## Appendix A. Ions under resonant charge exchange in a strong field: the consequences of a Maxwellian normalisation

The velocity distribution of ions drifting through their cold parent gas has a Gaussian shape but occupies only half of the velocity axis. Section A.2 normalises it as a full Maxwellian. **That section is wrong, and so is every result in it that carries a prime.** The later sections give the symptom, the faulty line, the correct calculation and the size of the error for Na$^+$ in Na vapour.

### A.1 Model and conventions

Singly charged ions of mass $M$ move in a uniform, steady field $E$ through atoms of the same element, of density $N$, treated as being at rest. The only collision is resonant charge exchange with a velocity-independent cross section $\sigma$. The electron jumps, the nuclei are not deflected, and the new ion starts from rest. All motion is then along the field, and $v$ is the laboratory velocity component along $\mathbf E$. We write

$$a=\frac{eE}{M},\qquad \lambda=\frac{1}{N\sigma},\qquad v_0^2=a\lambda=\frac{eE\lambda}{M}.$$

Here $\sigma$ is the charge-exchange cross section itself. The momentum-transfer cross section is $2\sigma$, because an exchange counts as backward scattering in the centre-of-mass frame. The distribution $f(v)$ refers to one ion, $\int_{-\infty}^{\infty} f\,dv=1$. The drift velocity is $W=\langle v\rangle$, the mobility $K=W/E$, and the longitudinal temperature is defined by $kT_L=M\langle (v-W)^2\rangle$. The steady, homogeneous Boltzmann equation is

$$a\,\frac{df}{dv}=-\frac{|v|}{\lambda}f+\delta(v)\int_{-\infty}^{\infty}\frac{|v_1|}{\lambda}f(v_1)\,dv_1. \tag{A1}$$

For $v>0$ the source is absent and (A1) integrates to

$$f(v)=C\exp\!\left(-\frac{v^2}{2v_0^2}\right),\qquad v>0. \tag{A2}$$

The half-range integrals $I_n=\int_0^\infty v^n e^{-v^2/2v_0^2}dv$ are

$$I_0=\sqrt{\pi/2}\,v_0,\qquad I_1=v_0^2,\qquad I_2=\sqrt{\pi/2}\,v_0^3,\qquad I_3=2v_0^4. \tag{A3}$$

The inputs for sodium are all assumed, and none is a measurement: $M=22.99$ u, $N=1.0\times10^{15}$ cm$^{-3}$, gas temperature $T=650$ K, $E=50$ V cm$^{-1}$, and $\sigma=2.5\times10^{-14}$ cm$^2$, a typical value for Na$^+$ on Na at about 1 eV. The pressure $NkT$ is 9.0 Pa (0.067 Torr). The saturated vapour typically reaches 10 Pa near 620 K, so this vapour is unsaturated. It follows that $\lambda=0.040$ cm, $E/N=5000$ Td (1 Td $=10^{-17}$ V cm$^2$), $eE\lambda=2.0$ eV and $v_0=2.9\times10^5$ cm s$^{-1}$. With $kT=0.056$ eV the cold-gas parameter is $\epsilon=kT/eE\lambda=0.028$. Reduced mobilities are $K_0=KN/N_0$ with the Loschmidt density $N_0=2.687\times10^{19}$ cm$^{-3}$ (273.15 K, 1 atm).

### A.2 The wrong attempt

*Step 1.* The exponent in (A2) is $-Mv^2/2eE\lambda$, that of a one-dimensional Maxwellian with $kT^*=eE\lambda$.

*Step 2.* The constant is taken over from the Maxwellian:

$$C'=\left(\frac{M}{2\pi kT^*}\right)^{1/2}=\frac{1}{\sqrt{2\pi}\,v_0}. \tag{A4, wrong}$$

*Step 3.* The ions move along the field, so the moments are taken over $v>0$:

$$W'=C'I_1=\sqrt{\frac{eE\lambda}{2\pi M}}=0.399\,v_0,\qquad \langle v^2\rangle'=C'I_2=\frac{v_0^2}{2},\qquad \langle\varepsilon\rangle'=\frac{eE\lambda}{4}. \tag{A5, wrong}$$

*Step 4.* The temperature follows from mean square minus squared mean:

$$kT_L'=M\left(\langle v^2\rangle'-W'^2\right)=\left(\frac12-\frac1{2\pi}\right)eE\lambda=0.341\,eE\lambda. \tag{A6, wrong}$$

For sodium this gives the wrong values $W'=1.2\times10^5$ cm s$^{-1}$, $K_0'=0.086$ cm$^2$ V$^{-1}$ s$^{-1}$, $\langle\varepsilon\rangle'=0.50$ eV and $kT_L'=0.68$ eV.

The attempt survives several tests. The dimensions are right and $K'\propto E^{-1/2}$. Integrating (A1) across $v=0$, with no ions at negative velocity, gives the jump condition $af(0^+)=\langle |v|\rangle/\lambda$, which reads $aC=CI_1/\lambda$ and holds for any $C$. The energy balance $eEW=\langle \tfrac12Mv^2|v|\rangle/\lambda$ reads $MaCI_1=MCI_3/2\lambda$, and this too holds for any $C$. Equation (A1) is linear and homogeneous in $f$, so a test in which both sides are computed from $f$ cannot see its amplitude.

### A.3 The symptom

*Momentum balance.* In a steady state the field force on an ion equals the mean rate at which it loses momentum. An exchange removes the whole momentum $Mv$ at the rate $|v|/\lambda$, so

$$eE=\frac{M}{\lambda}\langle v|v|\rangle. \tag{A7}$$

The left side is the force on one ion and does not contain $C$. With (A5) the right side is $Mv_0^2/2\lambda=eE/2$. Friction would cancel only half of the force and the swarm would go on accelerating at $a/2$, which contradicts the steady state assumed.

*Flight time.* With constant $\sigma$ the mean distance between exchanges is $\lambda$, and the mean time between them is $\bar\tau=\lambda/W$. An ion starting from rest covers $x$ in $t=\sqrt{2x/a}$. This function is concave, so its mean over any distribution of $x$ with mean $\lambda$ cannot exceed $\sqrt{2\lambda/a}$, which is 0.20 µs for sodium. The attempt gives $\lambda/W'=0.35$ µs, above the bound.

*Two forms of the variance.* Evaluating the definition of $T_L$ directly with the weight $C'$ gives

$$M\int_0^\infty (v-W')^2\,C'e^{-v^2/2v_0^2}dv=M\left(\langle v^2\rangle'-2W'^2+W'^2C'I_0\right)=\left(\frac12-\frac{3}{4\pi}\right)eE\lambda,$$

which is $0.261\,eE\lambda$, or 0.52 eV, against $0.341\,eE\lambda$ in (A6). The two forms coincide only if the zeroth moment is unity, and here $C'I_0=1/2$. Half of the ions are missing.

### A.4 The faulty line

The fault is Step 2. The constant (A4) normalises the Gaussian over $-\infty<v<\infty$, while (A2) was derived for $v>0$ only. For $v<0$ one has $-|v|=v$, and (A1) becomes $a\,df/dv=+vf/\lambda$, with solution $f\propto\exp(+v^2/2v_0^2)$. This cannot be normalised, so its coefficient vanishes and $f=0$ for $v<0$. Physically, every ion is born at rest and the field pushes it one way only. The quantity $kT^*$ is a width parameter of a survival probability and not the temperature of the ions.

Using the full Maxwellian throughout does not repair the attempt. If the moments also run over both signs of $v$, the zeroth moment is unity and $\langle\varepsilon\rangle=eE\lambda/2$ comes out right by symmetry, but $W=0$, the right side of (A7) vanishes, and $kT_L=eE\lambda$. On the negative axis the Gaussian leaves the residue $a\,df/dv+|v|f/\lambda=2|v|f/\lambda$ in (A1).

### A.5 The correct calculation

Normalisation over the range where the ions are, $CI_0=1$, gives $C=2C'$ and

$$f(v)=\sqrt{\frac{2M}{\pi eE\lambda}}\,\exp\!\left(-\frac{Mv^2}{2eE\lambda}\right)\ (v>0),\qquad f=0\ (v<0). \tag{A8}$$

With (A3),

$$W=CI_1=\sqrt{\frac{2eE\lambda}{\pi M}}=0.798\,v_0,\qquad \langle v^2\rangle=CI_2=v_0^2,\qquad \langle\varepsilon\rangle=\frac{eE\lambda}{2}, \tag{A9}$$

$$kT_L=M\left(\langle v^2\rangle-W^2\right)=\left(1-\frac{2}{\pi}\right)eE\lambda=0.363\,eE\lambda, \tag{A10}$$

$$K=\frac{W}{E}=\sqrt{\frac{2e\lambda}{\pi ME}},\qquad KN=\sqrt{\frac{2e}{\pi M\sigma}}\left(\frac{E}{N}\right)^{-1/2}. \tag{A11}$$

The momentum balance (A7) now closes, since $Mv_0^2/\lambda=eE$. The drift velocity also follows without any normalisation of $f$. Free paths are distributed as $e^{-x/\lambda}/\lambda$, so

$$\bar\tau=\int_0^\infty\sqrt{\frac{2x}{a}}\,e^{-x/\lambda}\frac{dx}{\lambda}=\sqrt{\frac{2\lambda}{a}}\;\Gamma\!\left(\tfrac32\right)=\sqrt{\frac{\pi\lambda}{2a}},$$

and $\lambda/\bar\tau=\sqrt{2a\lambda/\pi}$ reproduces (A9). For sodium $\bar\tau=0.17$ µs, below the bound of Section A.3. The same picture explains the shape of (A8). An ion survives to the age $t$ with probability $\exp(-at^2/2\lambda)$, its velocity is then $v=at$, and ages are positive.

### A.6 Size of the error for Na$^+$ in Na

All numbers below are the model's, for the assumed inputs of Section A.1. The last column is exact within the model and is the same for any ion, gas density and field.

| Quantity | Wrong | Correct | Error (%) |
|---|---|---|---|
| $W$ ($10^5$ cm s$^{-1}$) | 1.2 | 2.3 | $-50$ |
| $K$ ($10^3$ cm$^2$ V$^{-1}$ s$^{-1}$) | 2.3 | 4.6 | $-50$ |
| $K_0$ (cm$^2$ V$^{-1}$ s$^{-1}$) | 0.086 | 0.17 | $-50$ |
| $\langle\varepsilon\rangle$ (eV) | 0.50 | 1.0 | $-50$ |
| $kT_L$, mean square minus squared mean (eV) | 0.68 | 0.73 | $-6.2$ |
| $kT_L$, central moment (eV) | 0.52 | 0.73 | $-28$ |

The all-Maxwellian variant of Section A.4 gives $W=0$ and $kT_L=2.0$ eV, too high by the factor $1/(1-2/\pi)=2.75$.

Every raw moment is halved. The temperature (A6) is nearly right by cancellation: $\langle v^2\rangle$ loses half its value and $W^2$ three quarters, and the difference moves by only 0.045 eV. A plausible $T_L$ is therefore no evidence of a correct normalisation.

The error propagates with different powers. A cross section extracted from a given drift velocity varies as $W^{-2}$ times the square of the numerical coefficient, so (A5) returns a quarter of the true $\sigma$. In a collisional sheath of thickness $d\gg\lambda$ without electrons, write $W=\kappa E^{1/2}$ with $\kappa=(2e\lambda/\pi M)^{1/2}$, and let $J$ be the ion current density and $x$ the distance from the sheath edge, where $E\approx0$. Poisson's equation $\varepsilon_0\,dE/dx=J/\kappa E^{1/2}$ gives $E=(3Jx/2\varepsilon_0\kappa)^{2/3}$. Integrating once more for the sheath voltage $V$,

$$J=\frac23\left(\frac53\right)^{3/2}\varepsilon_0\,\kappa\,\frac{V^{3/2}}{d^{5/2}}. \tag{A12}$$

Halving $\kappa$ halves $J$ at fixed $V$ and $d$, and at fixed $J$ and $V$ it multiplies $d$ by $2^{-2/5}=0.758$. These factors carry over unchanged to the collisional sheath of a processing discharge whose ions move through their parent gas, wherever constant-$\sigma$ exchange dominates.

### A.7 The error set against the neglected terms

A factor of two in $W$ lies well outside the corrections to the model, whereas the 6.2 per cent in $T_L$ does not. Three terms matter.

*Gas temperature.* New ions are born with the thermal velocity of the atom, which adds a term of order $kT$ to $kT_L$. Here $kT/kT_L$ is 8 per cent. For $W$ the corrections are of order $\epsilon$, and one of them is easily evaluated. Ion and atom together have a mean square transverse relative velocity $4kT/M$, which raises the mean relative speed from $v$ to $v+2kT/Mv$ for $v$ above thermal. The extra loss multiplies (A8) by $v^{-2\epsilon}$. To first order $W$ changes by $-2\epsilon$ times the difference between the means of $\ln v$ with weights $vf$ and $f$. That difference is $\ln2$, so the change is $-2\epsilon\ln 2$, a reduction of 4 per cent. Other terms of the same order are not evaluated here.

*Energy dependence of $\sigma$.* The cross section falls slowly with energy. Take $\sigma\propto\varepsilon^{-s}$ with a typical $s=0.08$, a fall of 17 per cent per decade, matched to the assumed $\sigma$ at $v=v_0$. With $y=v/v_0$ and $p=2-2s=1.84$, the same integration gives $f\propto\exp(-y^p/p)$ and

$$\langle y^n\rangle=p^{\,n/p}\,\frac{\Gamma[(n+1)/p]}{\Gamma(1/p)}.$$

Then $\langle y\rangle=0.815$, $\langle y^2\rangle=1.065$ and the variance is 0.40, so $W$ rises by 2.2 per cent and $kT_L$ by 10 per cent. For a fixed cross-section law the velocity scale varies as $E^{1/p}$, and the mobility exponent becomes $1/p-1=-0.46$ in place of $-1/2$.

*Polarisation force.* If exchange occurs with probability one half inside a radius $R_0$, then $\sigma=\pi R_0^2/2$ and $R_0=12.6$ Å. With a typical polarisability volume $\alpha=24$ Å$^3$ for Na, the attraction at that radius is $\alpha e^2/(8\pi\varepsilon_0R_0^4)=6.8$ meV. An ion at the mean energy has 0.50 eV in the centre-of-mass frame, so the bending of paths near $R_0$ enlarges $\sigma$ by the ratio of the two, 1.4 per cent. Closer collisions are another matter. The Langevin capture cross section $\pi\,(2\alpha e^2/4\pi\varepsilon_0\varepsilon_{cm})^{1/2}$ is $1.2\times10^{-14}$ cm$^2$ at that energy, 23 per cent of $\pi R_0^2$. If capture scatters isotropically in the centre-of-mass frame, the outgoing ion keeps half of the momentum on average, as it does in the straight-line picture averaged over exchange and no exchange. The balance (A7) keeps its form, with $|v|$ read as the speed, but some energy passes into transverse motion, which (A8) does not describe. Its effect on $T_L$ is not computed here.

The absolute values rest on the assumed $\sigma$, which was chosen as typical for this pair near the mean ion energy. At fixed $E/N$ a cross section larger by 20 per cent lowers $W$ by 9 per cent. The model's $W=2.3\times10^5$ cm s$^{-1}$ and $K_0=0.17$ cm$^2$ V$^{-1}$ s$^{-1}$ support two figures at most, and its $kT_L=0.73$ eV is uncertain by at least the 8 and 10 per cent found above. The faulty normalisation would therefore stand out in a drift velocity or a mean energy, while in (A6) it is smaller than the terms that the model leaves out.